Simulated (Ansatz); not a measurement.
**The HOMO–LUMO gap down a group: C to Ge**

One atom is swapped for its congeners: C3H8O (methoxyethane) `CCOC`; C2H8OSi `CO[SiH2]C`; C2H8GeO `C[O][GeH2][CH3]`. All are singlets with charge 0.

Shapes, held fixed at every level: PBE0-D4/def2-TZVP. Flexible molecules stand in one conformer, not always the lowest. Programs: Ansatz 0.2.0. Values in eV.

```
                level  C3H8O  C2H8OSi  C2H8GeO
    PBE-D4/def2-TZVPP   6.33     6.43     5.89
 r2SCAN-D4/def2-TZVPP   7.39     7.23     6.59
  BHLYP-D4/def2-TZVPP  10.89    11.04    10.62
r2SCAN0-D4/def2-TZVPP   9.47     9.34     8.78
   wB97M-V/def2-TZVPP  12.60    12.77    12.39
   wB97X-V/def2-TZVPP  13.07    13.25    12.76
```

At wB97X-V/def2-TZVPP the HOMO–LUMO gap isn't monotonic: it is largest for Si and smallest for Ge (13.25 and 12.76 eV). 4 of 6 levels show this order throughout; 4 agree on the largest and the smallest. Relativity is left out for Ge unless named. Orbital gaps aren't excitation energies, and the LUMO depends on the basis.

The germanium compound has the smallest gap at every level, whereas the order of carbon and silicon is unsettled: r2SCAN and r2SCAN0 put the carbon compound first, the other four the silicon one, always by a small margin. The robust result is therefore the drop from silicon to germanium, not a maximum at silicon.

In all three molecules the HOMO is probably largely an oxygen lone pair. Replacing carbon by silicon makes the neighbouring bonds more polar and provides low-lying σ* orbitals. These can stabilise the lone pair by negative hyperconjugation but also tend to lower the LUMO, so the two effects may nearly cancel in the gap. With germanium, the more diffuse valence shell and weaker σ overlap probably bring the σ* levels down further, while lone-pair delocalisation gains little. The carbon–silicon order seems to follow the semilocal part of the functional more than the share of exact exchange, since PBE and BHLYP agree. Gaps alone don't show whether the drop at germanium comes from the occupied or the empty level.
